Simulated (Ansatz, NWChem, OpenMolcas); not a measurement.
# Abstraction of H: C3H6 + GeH2(CH3) → C3H5 + GeH3(CH3)

Species: C3H6 (propene) `C=CC`, singlet; GeH2(CH3), doublet; C3H5 `C=[C]C`, doublet; GeH3(CH3) (methyl germane), singlet. A radical takes H: the energy is the difference in strength between the C–H bond broken and the Ge–H bond made.

Shapes, held fixed at every level: PBE0-D4/def2-TZVP. Programs: Ansatz 0.2.0, NWChem 7.3.0, OpenMolcas 26.06. A level may come from different programs for different species; with the same settings they agree closely. The zero-point and thermal change to 298 K, harmonic and unscaled (PBE0-D4/def2-TZVP), is -12.0 kJ/mol.

```csv
level,kind,ΔH(298 K) (kJ/mol)
HF/def2-SVP,Hartree–Fock,+62.3
HF/def2-TZVPP,Hartree–Fock,+64.2
SPW92/def2-TZVPP,LDA,+91.0
PBE-D4/def2-TZVPP,GGA,+86.7
B3LYP-D4/def2-TZVPP,global hybrid,+85.6
PBE0-D4/def2-TZVPP,global hybrid,+86.8
r2SCAN0-D4/def2-TZVPP,global hybrid,+79.3
B2PLYP/def2-TZVPP,double hybrid,+88.0
```

B2PLYP/def2-TZVPP gives ΔH(298 K) = +88.0 kJ/mol; the levels span +62.3 to +91.0. The median of the levels is +86.1. No measured value is set beside it here. Spin contamination: C3H5 (⟨S²⟩ up to 0.92). Open shells run unrestricted unless RO is named. Relativity is left out for Ge unless named. Correlated rows may include outer-core shells of Ge, which these sets cover unevenly.

Every level makes hydrogen transfer from propene to the germyl radical clearly endothermic, so the vinylic C–H bond broken is much stronger than the Ge–H bond formed. Carbon's compact valence orbitals overlap well with hydrogen 1s, whereas germanium's more diffuse orbitals give a longer, weaker bond. The site also matters: removing hydrogen from the central carbon leaves a σ radical in an s-rich orbital, nearly orthogonal to the π bond and so without allylic delocalisation. Abstraction from the methyl group would be considerably less uphill.

The thermal term of -12.0 kJ/mol lowers the cost, largely because a stiff C–H oscillator is exchanged for softer Ge–H motion. Hartree–Fock gives the smallest endothermicities, probably because it misses more correlation energy in the C–H bond than in the Ge–H bond. The sign supports methylgermane as a thermodynamically capable hydrogen donor to the 2-propenyl radical, but the reaction energy alone doesn't establish how fast that transfer would be.
